Q: Which of these molecules has the largest correlation energy, and is it simply the one with the most electrons?

Ansatz 0.2.0, frozen-core MP2, CCSD and CCSD(T) in def2-TZVPP for gas-phase molecules of Ge, C, N and H at PBE0-D4/def2-TZVP geometries, with germanium's 3d electrons correlated. The PBE gap is the HOMO–LUMO gap from PBE-D4/def2-TZVPP at the same geometries. In the bond columns a multiple bond counts as one.

| SMILES | formula | heavy atoms | bonds H-C | bonds Ge-H | bonds Ge-C | bonds Ge-N | point group | correlated electrons | MP2 correlation (eV) | same-spin share of MP2 | CCSD less MP2 (eV) | (T) (eV) | T1 diagnostic | PBE gap (eV) |
| --- | --- | --- | --- | --- | --- | --- | --- | --- | --- | --- | --- | --- | --- | --- |
| N[CH2][GeH3] | CH7GeN | 3 | 2 | 3 | 1 | 0 | C1 | 30 | -18.05 | 0.244 | -0.88 | -0.680 | 0.0104 | 5.37 |
| C#[C][GeH2][NH2] | C2H5GeN | 4 | 1 | 2 | 1 | 1 | Cs | 32 | -21.10 | 0.255 | -0.57 | -0.960 | 0.0118 | 5.12 |
| C1=[N][GeH2][CH2]1 | C2H5GeN | 4 | 3 | 2 | 1 | 1 | Cs | 32 | -21.24 | 0.257 | -0.60 | -0.997 | 0.0126 | 4.18 |
| [CH3][GeH]1[CH]=[N]1 | C2H5GeN | 4 | 4 | 1 | 2 | 1 | C1 | 32 | -21.55 | 0.258 | -0.51 | -1.060 | 0.0145 | 3.46 |
| C=[N][GeH2][NH2] | CH6GeN2 | 4 | 2 | 2 | 0 | 2 | C1 | 34 | -22.78 | 0.253 | -0.69 | -0.973 | 0.0120 | 3.74 |
| C1[CH2][GeH2][NH]1 | C2H7GeN | 4 | 4 | 2 | 1 | 1 | C1 | 34 | -22.15 | 0.250 | -0.83 | -0.932 | 0.0107 | 4.42 |
| C=N[CH2][GeH3] | C2H7GeN | 4 | 4 | 3 | 1 | 0 | C1 | 34 | -21.87 | 0.245 | -0.94 | -0.942 | 0.0117 | 4.39 |
| C=[N][GeH2][CH3] | C2H7GeN | 4 | 5 | 2 | 1 | 1 | C1 | 34 | -21.86 | 0.246 | -0.91 | -0.937 | 0.0118 | 3.87 |

A: In MP2 it is the imine with an amino group on germanium, C=[N][GeH2][NH2]. Electron number can't be the whole reason, because the corresponding methyl compound, C=[N][GeH2][CH3], also has 34 correlated electrons and yet has 0.92 eV less correlation energy. A likely reason is nitrogen's higher nuclear charge, which draws the electron pairs around it closer together than those around carbon. Electrons of neighbouring pairs then gain more by avoiding each other.

Q: Does MP2 overshoot for such crowded electrons?

A: Not in the totals. CCSD finds more correlation than MP2 in every molecule, and with (T), the estimated energy of triple excitations, MP2 is short by 1.5 to 1.9 eV. Consider first a single isolated electron pair. Its two electrons have opposite spins, and MP2 usually recovers too little of their correlation because it leaves out the coupling among the excited configurations.

Between neighbouring pairs MP2 tends to err the other way, so the two errors partly cancel. Same-spin correlation marks this second kind, since two electrons of equal spin can't share an orbital. The table fits this picture: the larger the same-spin share of MP2, the smaller its shortfall against CCSD tends to be, with a correlation coefficient of 0.96 over the eight molecules. That is support for the explanation, though the share also contains correlation within germanium's 3d shell.

Q: Then why is (T) larger in C2H5GeN than in C2H7GeN, which has two more electrons?

A: Start again from the isolated pair: with two electrons there can be no triple excitation. A third electron must come from a neighbouring pair, so (T) should grow where several pairs lie close together. That happens along bonds between heavy atoms, whereas a bond to hydrogen sits at the edge of the molecule. Removing two hydrogens turns two such edge pairs into one pair between heavy atoms, and the mean size of (T) rises from 0.94 to 1.01 eV.

The step from CH7GeN to C2H7GeN shows the same preference. It adds a carbon atom but no hydrogen, hence two pairs between heavy atoms and no others. MP2 correlation grows by 22% on average, (T) by 38%; the comparison is a rough one, since germanium's 3d shell adds to both totals and need not add in the same proportion.

Q: Can I turn that into an estimate?

A: Count the pairs between heavy atoms, $n_h$, with a double bond as two and a triple bond as three. Count the bonds to hydrogen and the lone pairs together as $n_o$. A least-squares fit to all eight molecules gives

$$|E_{(T)}| \approx 0.143\,n_h + 0.047\,n_o \quad\text{(in eV)}.$$

The saturated ring, C1[CH2][GeH2][NH]1, has four ring bonds, seven bonds to hydrogen and one lone pair. The estimate is $4\times0.143+8\times0.047=0.95$ eV, against a computed 0.93 eV; this molecule was part of the fit. An open imine has one heavy-atom bond fewer but a π pair in its place, so the estimate is the same. The calculation agrees: the ring and its two open isomers differ by only about 0.01 eV in (T).

The typical misfit is 0.03 eV, as the output below shows, and the worst is 0.06 eV too little for the three-membered imine ring. The test is modest, because the eight molecules contain only three different combinations of counts. The formula also has no term of its own for the 3d shell, whose contribution the two constants absorb, so neither is the energy of a single bond.

Q: Wouldn't the orbital gap be a simpler guide? A small gap makes excitations cheap.

A: It gives the right order within C2H5GeN. From the alkyne to the three-membered ring, (T) grows on average by 0.06 eV for each eV by which the PBE gap falls. Carried over to the two open C2H7GeN imines, that slope predicts a rise of 0.03 eV, but (T) hardly changes. The alkyne has a wider gap than all three C2H7GeN isomers and still a larger (T). The PBE gap is the distance between only two orbital levels and not an excitation energy, whereas the triples collect contributions from all correlated electrons.

A formula with the number of heavy atoms and the inverse gap fits the eight values about as well as the pair count, so the overall error doesn't choose between them. These direct comparisons do show that the gap alone is not enough. It may still explain why the three-membered imine exceeds its pair estimate, since that ring has the smallest gap; this is a guess, as its bonding differs too.

Q: If MP2 misses a similar amount everywhere, can I trust it for the energies of isomers?

A: Only roughly, and here it can overshoot. CCSD(T) puts the saturated ring 0.23 eV above the open methyl imine, but MP2 puts it only 0.14 eV above. MP2 has favoured the ring, which has the larger same-spin share and therefore, on the argument above, more of the correlation that MP2 exaggerates.

One can change the weights, taking 6/5 of the opposite-spin part and 1/3 of the same-spin part. This common recipe brings the ring back to 0.23 eV. Over the four isomer energies, however, it lowers the typical error against CCSD(T) only from 0.06 to 0.05 eV, because it makes the alkyne worse. MP2 already puts that isomer too low against the four-membered imine ring, although the ring has the slightly larger same-spin share, so the share is no sure guide to the error. The recipe corrects an average imbalance between the two spin parts, not the particular electronic structure of each molecule.

Q: Which isomer order would you defend, and which digits?

A: I would defend the three-membered imine ring lying about half an eV above the four-membered one. I wouldn't defend the order of the alkyne and the four-membered ring. Hartree–Fock puts the alkyne 0.13 eV lower, while CCSD(T) puts it 0.08 eV higher. Correlation thus reverses the order, but the final difference is small enough for the basis set to matter.

The main weakness is germanium's 3d shell: its ten electrons are correlated in a basis without the functions designed for them. Freezing that shell would reduce the total correlation energies considerably, while much of the change should cancel between isomers. The small T1 diagnostics, at most 0.015, give no sign that a single reference determinant is a poor start. These energies also leave out scalar relativity and zero-point vibration, and each molecule is taken in only one conformer. For choosing between isomers, I would therefore read differences to about a tenth of an eV. The total correlation energies are less certain still: a basis of this size usually misses several per cent of the valence part and can miss a much larger share of the 3d part, so even the whole electronvolts depend on the basis set.

Output of the analysis:

```
fit of t on 8 rows: coefficient of hh 0.1433 +/- 0.0085, coefficient of other 0.04737 +/- 0.0049; rms 0.0287, worst [CH3][GeH]1[CH]=[N]1 -0.0591, leave-one-out rms 0.0397
fit of t on 8 rows: coefficient of heavy 0.1849 +/- 0.025, coefficient of heavy/gap 0.2374 +/- 0.1; rms 0.0311, worst C=[N][GeH2][CH3] 0.0481, leave-one-out rms 0.0463
Energy in eV above the reference isomer (four-ring imine or methyl imine; 0 also where no isomer exists):
                   row       HF      MP2  spin-scaled MP2    CCSD  CCSD(T)
          N[CH2][GeH3]        0        0                0       0        0
      C#[C][GeH2][NH2]  -0.1305  0.01519         -0.01525  0.0423   0.0793
    C1=[N][GeH2][CH2]1        0        0                0       0        0
  [CH3][GeH]1[CH]=[N]1   0.8046   0.5017           0.5394  0.5937   0.5307
      C=[N][GeH2][NH2]        0        0                0       0        0
    C1[CH2][GeH2][NH]1    0.436   0.1418           0.2287  0.2246   0.2296
        C=N[CH2][GeH3]   0.7378   0.7317           0.7251  0.6972   0.6922
      C=[N][GeH2][CH3]        0        0                0       0        0
MP2 short of CCSD(T), smallest, eV: 1.53
MP2 short of CCSD(T), largest, eV: 1.882
MP2 share of CCSD(T) correlation, smallest, %: 92.04
MP2 share of CCSD(T) correlation, largest, %: 93.24
MP2 correlation gained with NH2 in place of CH3 on the Ge imine, eV: 0.92
Mean size of (T) in C2H5GeN, eV: 1.006
Mean size of (T) in C2H7GeN, eV: 0.937
Growth of (T) from CH7GeN to mean C2H7GeN, %: 37.79
Growth of MP2 correlation from CH7GeN to mean C2H7GeN, %: 21.66
Rise of (T) per eV of gap lost in C2H5GeN, eV per eV: 0.06024
Rise of (T) so expected between the two C2H7GeN imines, eV: 0.03133
Rise of (T) found between the two C2H7GeN imines, eV: -0.005
Correlation coefficient of same-spin share with CCSD less MP2: 0.9649
Rms error of MP2 for four isomer energies against CCSD(T), eV: 0.05962
Rms error of spin-scaled MP2 for the same, eV: 0.05025
Rms error of CCSD for the same, eV: 0.0367
```
